## Which way to strain the film

Someone who wants to shift the band gap of an anatase TiO₂ film can choose a substrate that strains it in the plane, or squeeze the whole crystal. The choice matters. In the PBE calculations below, a 4 % squeeze of the two in-plane edges, with the film free to relax along its normal, widens the gap by 0.407 eV. Shortening all three edges by 4 % widens it by only 0.111 eV, although the crystal is then compressed far more.

Band gaps of strained anatase TiO₂, computed with Ansatz 0.2.0 (PBE, plane-wave PAW, 420 eV cutoff, 10×10×10 k mesh, no spin polarisation). The unstrained cell (a = 3.778 Å, c = 9.583 Å), the atomic positions under strain and, in the epitaxial rows, the length of c were relaxed with r2SCAN. Gap changes are relative to the unstrained cell.

| strain kind | strain (%) | band gap (eV) | band gap change (eV) | least direct gap change (eV) |
| --- | --- | --- | --- | --- |
| epitaxial xy | -4 | 2.553 | 0.407 | 0.361 |
| epitaxial xy | -3 | 2.480 | 0.334 | 0.253 |
| epitaxial xy | -2 | 2.361 | 0.215 | 0.154 |
| epitaxial xy | -1 | 2.249 | 0.102 | 0.069 |
| epitaxial xy | 1 | 2.057 | -0.089 | -0.052 |
| epitaxial xy | 2 | 1.979 | -0.167 | -0.101 |
| epitaxial xy | 3 | 1.915 | -0.231 | -0.143 |
| epitaxial xy | 4 | 1.860 | -0.286 | -0.176 |
| hydrostatic | -4 | 2.257 | 0.111 | 0.233 |
| hydrostatic | -3 | 2.232 | 0.086 | 0.183 |
| hydrostatic | -2 | 2.204 | 0.058 | 0.127 |
| hydrostatic | -1 | 2.176 | 0.030 | 0.065 |
| hydrostatic | 1 | 2.117 | -0.029 | -0.067 |
| hydrostatic | 2 | 2.086 | -0.060 | -0.136 |
| hydrostatic | 3 | 2.057 | -0.089 | -0.206 |
| hydrostatic | 4 | 2.023 | -0.123 | -0.277 |

Strain is the relative change of length, negative for a squeeze. In the rows called epitaxial xy, the two equal edges are set and the long axis c adjusts itself. In the rows called hydrostatic, all edges change by the same percentage. The stresses along the plane and along c then differ, so these rows don't give the response to a true pressure.

## The tempting answer: volume

It is natural to think that the gap widens because the atoms are pressed together. The hydrostatic rows seem to agree, and they show how much gap a given volume change buys. The epitaxial squeeze of 4 % reduces the volume by only 1.7 %, because c lengthens as the plane shrinks. At that volume the hydrostatic rows give a widening of about 0.02 eV, a small fraction of the 0.407 eV computed. Volume is therefore not what drives the epitaxial rows.

## A second answer: all levels move apart together

Perhaps a squeeze simply pushes the whole set of empty levels away from the filled ones. The band gap and the least direct gap, which compares filled and empty levels at the same k point, would then change alike. Near zero strain they don't. Per 1 % of squeeze, the band gap rises by 0.096 eV in the epitaxial rows and 0.030 eV in the hydrostatic ones, while the direct gap rises by 0.061 and 0.066 eV. The strong preference for epitaxial strain near zero thus belongs to the particular states at the band edges. At −4 % the direct gap also responds more to epitaxial strain, by 0.361 against 0.233 eV, but the preference is much weaker than that of the band gap. At +4 % the order is reversed: the direct gap falls by 0.176 eV under epitaxial strain and by 0.277 eV under hydrostatic strain.

## What remains: direction counts

The simplest law that knows about direction lets the plane and the axis act separately:

gap change = A × in-plane strain + C × strain along c

Fitted to the eight rows with strains up to 2 %, it gives A = −0.056 and C = +0.027 eV per 1 % of strain. The signs are opposite: shortening the plane opens the gap, and shortening c closes it.

A is shared by two edges, so each of these is worth about 0.03 eV per 1 %. In this crystal the c edge happens to be worth about as much, with the opposite sign. This gives a rule that can be used without a computer. In a hydrostatic squeeze, two edges open the gap and one closes it, which leaves one edge's worth. In an epitaxial squeeze of 1 %, c lengthens by about 1.5 %, so all three contributions open the gap and add up to about 3.5 edges' worth. The computed ratio near zero strain is 3.2.

The same rule suggests that squeezing the plane with c held fixed would fall in between, at two edges' worth. For small strains this is expected: as long as the same states stay at the band edges, the gap changes smoothly, and the effects of plane and axis simply add at first. No row here tests it, because the two ways of straining are used up in fixing the two coefficients.

## Why the plane and the axis can oppose each other

The lowest empty state lies at Γ, the centre of the Brillouin zone, in every row. In anatase it is known to be mainly Ti d_xy, an orbital that lies in the plane. The highest filled state is at another k point, near the zone boundary point X in all rows but two (epitaxial −4 % and hydrostatic +4 %). When the plane shrinks and c grows, states that lie in the plane and states that point along c feel different changes in their surroundings. Their energies can separate even if the volume hardly changes.

This argument makes a directional response plausible, but it doesn't predict the sign or size of C. The orbital make-up of the states was not resolved in these calculations, and their energies have no common zero from one cell to the next. Which band edge moves more therefore remains open.

## One estimate, and where the law bends

Take the epitaxial squeeze of 3 %, which was not in the fit. The relaxed cell is 4.9 % longer along c. The plane contributes 0.056 × 3 = 0.17 eV and the axis 0.027 × 4.9 = 0.13 eV, together 0.30 eV. The computed change is 0.334 eV, so the estimate is about 10 % low.

Under in-plane tension the law errs the other way. At +4 % epitaxial strain it overstates the fall of the gap by about a quarter, because the computed curve flattens more than the law does. At −4 % it hits the value almost exactly, but this is a coincidence: the highest filled state has moved to a different k point there, and the last step of the gap is smaller than the one before.

For the film, the changes should be a better guide than the gaps themselves. PBE puts the unstrained gap at 2.15 eV, while the measured one is roughly 3.2 eV. The printed analysis below gives the fit and its misses.

Numerical output:

```
Gap rise per 1 % squeeze near zero, epitaxial (eV): 0.0955
Gap rise per 1 % squeeze near zero, hydrostatic (eV): 0.0295
Ratio of these gap rises, epitaxial to hydrostatic: 3.237
Direct gap rise per 1 % squeeze near zero, epitaxial (eV): 0.0605
Direct gap rise per 1 % squeeze near zero, hydrostatic (eV): 0.066
Ratio of these direct gap rises, epitaxial to hydrostatic: 0.9167
Volume changes in the epitaxial rows from -4 to +4 (%): -1.716, -1.318, -0.9203, -0.4905, 0.5963, 1.304, 2.134, 3.074
Volume changes in the hydrostatic rows from -4 to +4 (%): -11.53, -8.733, -5.881, -2.97, 3.03, 6.121, 9.273, 12.49
Volume-only estimate of the gap change at epitaxial -4 (eV): 0.01767
Volume-only estimate of the gap change at epitaxial +4 (eV): -0.02944
Gap change at epitaxial -4 over that at hydrostatic -4: 3.667
Gap span from -4 to +4, epitaxial (eV): 0.693
Gap span from -4 to +4, hydrostatic (eV): 0.234
Lengthening of the axis per 1 % in-plane squeeze near zero, epitaxial (%): 1.458
fit of band_gap_change on 8 rows (abs(strain) <= 2): coefficient of ein -0.05636 +/- 0.0023, coefficient of en 0.02725 +/- 0.0018; rms 0.0087, worst epitaxial xy -0.0174, leave-one-out rms 0.0143
  rows outside the fit (model, value, miss): epitaxial xy 0.4065, 0.407, -0.000469; epitaxial xy 0.3021, 0.334, -0.0319; epitaxial xy -0.2707, -0.231, -0.0397; epitaxial xy -0.3536, -0.286, -0.0676; hydrostatic 0.1164, 0.111, 0.00543; hydrostatic 0.08733, 0.086, 0.00133; hydrostatic -0.08733, -0.089, 0.00167; hydrostatic -0.1164, -0.123, 0.00657
Linear law, part of the in-plane squeeze of 1 %, both sets (eV): 0.05636
Linear law, part of the axis at hydrostatic -1 (eV): -0.02725
Linear law, part of the axis at epitaxial -1 (eV): 0.04169
Linear law, in-plane coefficient shared between two edges (eV per %): -0.02818
Gap step from epitaxial -2 to -3 (eV): 0.119
Gap step from epitaxial -3 to -4, valence maximum moved (eV): 0.073
```
